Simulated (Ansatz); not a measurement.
## A series in volume scale on Al3Cu

All results are calculated (Ansatz 0.2.0). Free energy against uniform scaling of the volume at fixed shape and fractions; periodic cell, basis, potentials, k mesh and filling as listed.

The cell before it is scaled or strained (space group Pm-3m, No. 221):
```
Al3Cu
1.0
      3.9242     0.0000     0.0000
      0.0000     3.9242     0.0000
      0.0000     0.0000     3.9242
Al Cu
3 1
Direct
  0.00000 0.50000 0.50000
  0.50000 0.00000 0.50000
  0.50000 0.50000 0.00000
  0.00000 0.00000 0.00000
```

Settings of every row: functional PBEsol; dispersion none; potentials PAW; wave cutoff 517.02 eV; density cutoff 2068.1 eV; k mesh 6x6x6; k shift 0x0x0; occupations cold; smearing width 0.1 eV; spin none.

Limits: coarse k mesh, up to 40 meV an atom off; the cell comes from a prototype or a list of computed structures and needn't be the stable phase.

| row | volume scale | V (Å³/atom) | energy above lowest point (meV/atom) |
| --- | --- | --- | --- |
| 1 | 0.92 | 13.899 | 15.2 |
| 2 | 0.9467 | 14.302 | 3.6 |
| 3 | 0.9733 | 14.704 | 0 |
| 4 | 1 | 15.108 | ? |
| 5 | 1.0267 | 15.511 | 12.6 |
| 6 | 1.0533 | 15.913 | 27.1 |
| 7 | 1.08 | 16.316 | 46.2 |

Question: what energy above lowest point should row 4 give?

Worked fit of energy above lowest point. Take u = (V_r/V)^(2/3) − 1 with V_r = 15.107 Å³ an atom, which is twice the finite (Eulerian) strain; such expansions in the strain, on which the Birch-Murnaghan equation of state is built, carry the rest volume and the bulk modulus. The shown rows have u = 0.05713, 0.03718, 0.01819, -0.01744, -0.03406, -0.05003. Least squares give energy above lowest point = 3.27 − 361.5 × u + 9951 × u² + 547 × u³ meV/atom; a parabola predicts inner rows, each left out in turn, worse (root mean square 0.031 against 0.018 meV/atom). All shown rows lie on it to the printed digit. Its lowest point lies at u = 0.0181, or V = 14.71 Å³ an atom, and the curvature there gives the bulk modulus at fixed shape and fractions, B = (4/9)(1 + u)² E″(u)/V = 100 GPa. The withheld row has u = -4e-05, so the fit gives 3.27 − 361.5 × (-4e-05) + 9951 × (-4e-05)² + 547 × (-4e-05)³ = 3.3 meV/atom.

The calculation gave 3.3 meV/atom. The fit meets it to the printed digit.
